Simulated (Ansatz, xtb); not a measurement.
**Ligand exchange: CH3Cl + GeH3(SH) → CH4S + GeH3Cl**

Species: CH3Cl (chloromethane) `CCl`, singlet; GeH3(SH), singlet; CH4S (methanethiol) `CS`, singlet; GeH3Cl (chlorogermane) `[Cl][GeH3]`, singlet. The partners trade Cl for SH: C–Cl and Ge–SH bonds give way to C–SH and Ge–Cl.

Shapes, held fixed at every level: PBE0-D4/def2-TZVP. Programs: Ansatz 0.2.0, xtb 6.7.1, xtb 6.7.1 later snapshot. The zero-point and thermal change to 298 K, harmonic and unscaled (PBE0-D4/def2-TZVP), is +0.5 kJ/mol.

```
               level                    kind  ΔH(298 K) (kJ/mol)  less CCSD(T)/def2-TZVPP
            GFN1-xTB          semi-empirical               -24.0                    +14.1
       HF/def2-TZVPP            Hartree–Fock               -45.9                     -7.8
r2SCAN-D4/def2-TZVPP                meta-GGA               -38.3                     -0.2
 BHLYP-D4/def2-TZVPP           global hybrid               -41.3                     -3.2
  wB97M-V/def2-TZVPP  range-separated hybrid               -40.1                     -2.0
   B2PLYP/def2-TZVPP           double hybrid               -39.4                     -1.3
       CCSD/def2-SVP   coupled cluster or CI               -42.1                     -4.0
  CCSD(T)/def2-TZVPP   coupled cluster or CI               -38.1                      0.0
```

The highest level, CCSD(T)/def2-TZVPP, gives ΔH(298 K) = -38.1 kJ/mol; the levels span -45.9 to -24.0. The column of differences is taken from that level and isn't an error. No measured value is set beside it here. Relativity is left out for Ge unless named. Correlated rows may include outer-core shells of Ge, which these sets cover unevenly.

Every level makes the exchange exothermic, so the preference for chlorine on germanium and SH on carbon doesn't hinge on the treatment of correlation. The main reason is bond polarity: germanium is more electropositive than carbon, and chlorine more electronegative than sulfur. Pairing the two extremes gives Ge–Cl a large ionic contribution, while the less polar C–S bond costs comparatively little to accept in place of C–Cl. The number of bonds of each broad kind is conserved, which explains the small thermal correction and lets much of the correlation energy cancel.

The density functionals accordingly stay within 3.2 kJ/mol of CCSD(T), whereas Hartree–Fock gives the most exothermic value, probably because it exaggerates the polarity of the bonds. GFN1-xTB gets the direction right but recovers too little of the driving force to be useful for its size. The CCSD result can't isolate the effect of triples, since its basis is also smaller. The exothermicity favours the products energetically but says nothing about how readily the ligands exchange.
